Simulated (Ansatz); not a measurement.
# How methods differ on COF2 (carbonyl fluoride)

COF2: 4 atoms, total charge 0, spin state singlet. SMILES: `O=C(F)F`. Geometry: relaxed at GFN2-xTB.

Each level gives the vertical electron affinity (to the doublet anion) (eV). The values are calculated.

The electron affinity is E(neutral) − E(anion): positive where the electron is bound.

```csv
level,kind,program,value (eV),less CCSD(T)/STO-3G
HF/STO-3G,Hartree–Fock,Ansatz,-7.48,+1.81
SVWN5/STO-3G,LDA,Ansatz,-8.44,+0.85
PBE/STO-3G,GGA,Ansatz,-8.41,+0.88
r2SCAN/STO-3G,meta-GGA,Ansatz,-8.08,+1.21
r2SCAN0/STO-3G,hybrid meta-GGA,Ansatz,-7.58,+1.71
RPA@PBE/STO-3G,RPA,Ansatz,-9.58,-0.29
MP2/STO-3G,perturbation theory,Ansatz,-9.16,+0.13
BCCD(T)/STO-3G,coupled cluster or CI,Ansatz,-9.29,0.00
CCSD(T)/STO-3G,coupled cluster or CI,Ansatz,-9.29,0.00
CCSDT/STO-3G,coupled cluster or CI,Ansatz,-9.30,-0.01
```

Differences are taken from CCSD(T)/STO-3G for orientation; it has basis-set and higher-order errors of its own. The values span -9.58 to -7.48 eV. All rows use very small basis sets, so even the best lies far from the true value. Negative values mean that the anion is unbound at that level; they are set by how diffuse the basis is and aren't properties of the molecule.

Correlation makes electron attachment less favourable here, moving the affinity from -7.48 eV in Hartree–Fock to -9.29 eV in CCSD(T). This reverses the usual expectation that the anion, with one more electron, gains more correlation energy. The probable cause is the tiny virtual space: the added electron, presumably in the C=O π* orbital, blocks excitations that stabilise the neutral molecule, and few others remain to replace them.

MP2 and RPA work with equally small virtual spaces, though built from Hartree–Fock and PBE orbitals respectively, and recover most of this shift, RPA overshooting slightly. The semilocal and hybrid functionals take their correlation from the density and don't feel the blocking directly, which may be why they all fall between Hartree–Fock and coupled cluster. The close agreement of BCCD(T), CCSD(T) and CCSDT suggests that neither the choice of reference orbitals nor the treatment of triples matters much within this orbital space. Filling π* also favours pyramidalisation at carbon, a relaxation that vertical values leave out.
